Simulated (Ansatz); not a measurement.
# A family of molecules: the vertical ionisation energy

Gas-phase molecules, one atom swapped for its congeners: BH2(CN); AlH2(CN); GaH2(CN); InH2(CN). All are singlets with charge 0.

Shapes, held fixed at every level: PBE0-D4/def2-TZVP. Programs: Ansatz 0.2.0. Values in eV.

```
               level  BH2(CN)  AlH2(CN)  GaH2(CN)  InH2(CN)
   PBE-D4/def2-TZVPP    12.09     11.15     11.19     10.80
r2SCAN-D4/def2-TZVPP    12.15     11.29     11.33     10.94
 B3LYP-D4/def2-TZVPP    12.34     11.51     11.52     11.14
  PBE0-D4/def2-TZVPP    12.31     11.52     11.52     11.14
  wB97M-V/def2-TZVPP    12.44     11.86     11.84     11.52
   B2PLYP/def2-TZVPP    12.59     11.79     11.81     11.38
```

At B2PLYP/def2-TZVPP the vertical ionisation energy isn't monotonic: it is largest for B and smallest for In (12.59 and 11.38 eV). 4 of 6 levels show this order throughout; 6 agree on the largest and the smallest. For atoms past krypton def2 sets carry core potentials with scalar relativity. Relativity is left out for Ga. Outer-core shells of Ga, In are correlated, in sets that cover them unevenly.

The ionisation energy drops sharply from boron to aluminium, barely changes at gallium and falls again at indium. The first and last steps hold at every level, whereas the Al–Ga difference is tiny and changes sign with the functional, so the two are best regarded as equal.

The large first step fits the change from the compact 2s2p shell of boron to the more diffuse valence shell of aluminium. Bonds to the heavier, more electropositive atom are weaker and more polar, which raises the bonding levels and leaves more negative charge on hydrogen and cyanide, making an electron easier to remove. The plateau at gallium probably reflects its filled 3d shell, which screens the nuclear charge poorly and offsets the expected effect of an additional shell. At indium, the larger 5s5p shell and weaker overlap with the ligands appear to prevail. The energies alone don't reveal whether the electron leaves a metal–ligand σ bond or a cyanide-centred orbital, nor whether that orbital stays the same along the series.
